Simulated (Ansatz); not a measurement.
# AgO₂: the change of energy above lowest point and pressure with volume per atom

All results are calculated (Ansatz 0.2.0 development build). Equation of state of a cubic crystal from periodic Kohn-Sham density functional theory without spin; pressure corrected for the finite basis.

Cell of the first row (space group Fm-3m, No. 225):
```
CELL_PARAMETERS angstrom
0.00000 2.52830 2.52830
2.52830 0.00000 2.52830
2.52830 2.52830 0.00000
ATOMIC_POSITIONS crystal
Ag 0.00000 0.00000 0.00000
O 0.25000 0.25000 0.25000
O 0.75000 0.75000 0.75000
```

Settings of every row: formula AgO2; structure type fluorite; functional PBE; spin treatment none; k mesh 12x12x12; occupation method fermi-dirac; occupation width 0.061225619 eV; wave cutoff 420 eV; datasets soft-1 PAW; density cutoff ratio 4.

Limits: a cubic model structure, not a phase known at ambient conditions; modest k-mesh, values are not fully converged in k; no spin polarisation, a magnetic state may lie lower.

```
row  volume per atom (Å³)  energy above lowest point (meV/atom)  pressure (GPa)
  1                10.774                                     ?               ?
  2                11.003                                  9.17            6.61
  3                11.232                                  2.25           3.131
  4                11.462                                     0            0.06
  5                11.691                                  1.89          -2.652
  6                 11.92                                  7.42          -5.039
  7                12.149                                 16.19          -7.144
```

Question: what energy above lowest point and pressure should row 1 give?

Worked fit of energy above lowest point. Take u = (V_r/V)^(2/3) − 1 with V_r = 11.576 Å³ an atom, which is twice the finite (Eulerian) strain; such expansions in the strain, on which the Birch-Murnaghan equation of state is built, carry the rest volume and the bulk modulus. The shown rows have u = 0.03442, 0.02032, 0.00662, -0.00657, -0.01933, -0.0317. Least squares give energy above lowest point = 0.454 − 144.19 × u + 11318.3 × u² + 6590 × u³ meV/atom; a parabola predicts inner rows, each left out in turn, worse (root mean square 0.077 against 0.0057 meV/atom). All shown rows lie on it to the printed digit. Its lowest point lies at u = 0.0063, or V = 11.47 Å³ an atom, and the curvature there gives the bulk modulus at fixed shape and fractions, B = (4/9)(1 + u)² E″(u)/V = 144 GPa. The withheld row has u = 0.04903, so the fit gives 0.454 − 144.19 × (0.04903) + 11318.3 × (0.04903)² + 6590 × (0.04903)³ = 21.37 meV/atom.

The calculation gave 21.37 meV/atom. The fit meets it to the printed digit. This row lies beyond the range of the fit.

Worked fit of pressure. Take u = (V_r/V)^(2/3) − 1 with V_r = 11.576 Å³ an atom, which is twice the finite (Eulerian) strain; such expansions in the strain, on which the Birch-Murnaghan equation of state is built, carry the rest volume and the bulk modulus. The shown rows have u = 0.03442, 0.02032, 0.00662, -0.00657, -0.01933, -0.0317. Least squares give pressure = −1.3352 + 205.861 × u + 719.2 × u² GPa; a straight line predicts inner rows, each left out in turn, worse (root mean square 0.3 against 0.012 GPa). The rows lie off it by 0.007, -0.014, 0.001, 0.005, 0.007, -0.006 (root mean square 0.0077 GPa). The pressure vanishes at u = 0.0063, or V = 11.47 Å³ an atom, and there the bulk modulus at fixed shape and fractions is B = −V dP/dV = (2/3)(1 + u) dP/du = 144 GPa. The withheld row has u = 0.04903, so the fit gives −1.3352 + 205.861 × (0.04903) + 719.2 × (0.04903)² = 10.487 GPa.

The calculation gave 10.549 GPa. The fit lies 0.062 GPa (0.35 % of the column's range) below it; its largest miss of a shown row is 0.014 GPa. This row lies beyond the range of the fit.
